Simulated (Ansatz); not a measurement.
SrTiO3: smallest direct gap on path and band gap against volume per atom

Results calculated with Ansatz 0.2.0, not measured. Periodic Kohn-Sham DFT of a crystal at fixed atoms; Kohn-Sham levels at symmetry points; band -1 is the highest filled and +1 the lowest empty one at that point, spin up along a +z start moment.

Cell of the first row (space group Pm-3m, No. 221):
```
SrTiO3
1.0
      3.8253     0.0000     0.0000
      0.0000     3.8253     0.0000
      0.0000     0.0000     3.8253
Sr Ti O
1 1 3
Direct
  0.00000 0.00000 0.00000
  0.50000 0.50000 0.50000
  0.00000 0.50000 0.50000
  0.50000 0.00000 0.50000
  0.50000 0.50000 0.00000
```

Settings of every row: method all-electron LAPW; functional PBEsol; relativity scalar; k mesh 7x7x7; filling fermi-dirac; smearing width 0.05 eV; basis error target 1 meV/atom; nucleus gaussian.

Atom start moment: 0 on all atoms.

Limits: run without spin polarisation, so a magnetic state may lie lower; semilocal functionals tend to give too small a gap; atoms stay on their symmetric sites, though polar or tilted forms of a perovskite may lie lower.

```
row  volume per atom (Å³)  smallest direct gap on path (eV)  band gap (eV)
  1                11.195                                 ?              ?
  2                11.433                              2.22          1.898
  3                11.671                               2.2          1.863
  4                 11.79                             2.189          1.845
  5                11.909                             2.178          1.828
  6                12.029                             2.166           1.81
  7                12.148                             2.154          1.792
  8                12.386                             2.129          1.757
  9                12.624                             2.103          1.721
```

Question: what smallest direct gap on path and band gap should row 1 give?

Worked fit of smallest direct gap on path. Take t = volume per atom − 12, in Å³. The shown rows have t = -0.567, -0.329, -0.21, -0.091, 0.029, 0.148, 0.386, 0.624. Least squares give smallest direct gap on path = 2.169 − 0.0978 × t − 0.0131 × t² eV; a straight line predicts inner rows, each left out in turn, worse (root mean square 0.0014 against 0.00027 eV). All shown rows lie on it to the printed digit. The withheld row has t = -0.805, so the fit gives 2.169 − 0.0978 × (-0.805) − 0.0131 × (-0.805)² = 2.239 eV.

The calculation gave 2.238 eV. The fit lies 0.001 eV (0.74 % of the column's range) above it, one unit of the last digit. This row lies beyond the range of the fit.

Worked fit of band gap. Take t = volume per atom − 12, in Å³. The shown rows have t = -0.567, -0.329, -0.21, -0.091, 0.029, 0.148, 0.386, 0.624. Their means are -0.00125 and 1.8142 eV; the sums about the means are S_tt = 1.043 and S_ty = -0.1549, whose ratio is the slope. Least squares give band gap = 1.8141 − 0.1485 × t eV. All shown rows lie on it to the printed digit. The withheld row has t = -0.805, so the fit gives 1.8141 − 0.1485 × (-0.805) = 1.934 eV.

The calculation gave 1.933 eV. The fit lies 0.001 eV (0.47 % of the column's range) above it, one unit of the last digit. This row lies beyond the range of the fit.
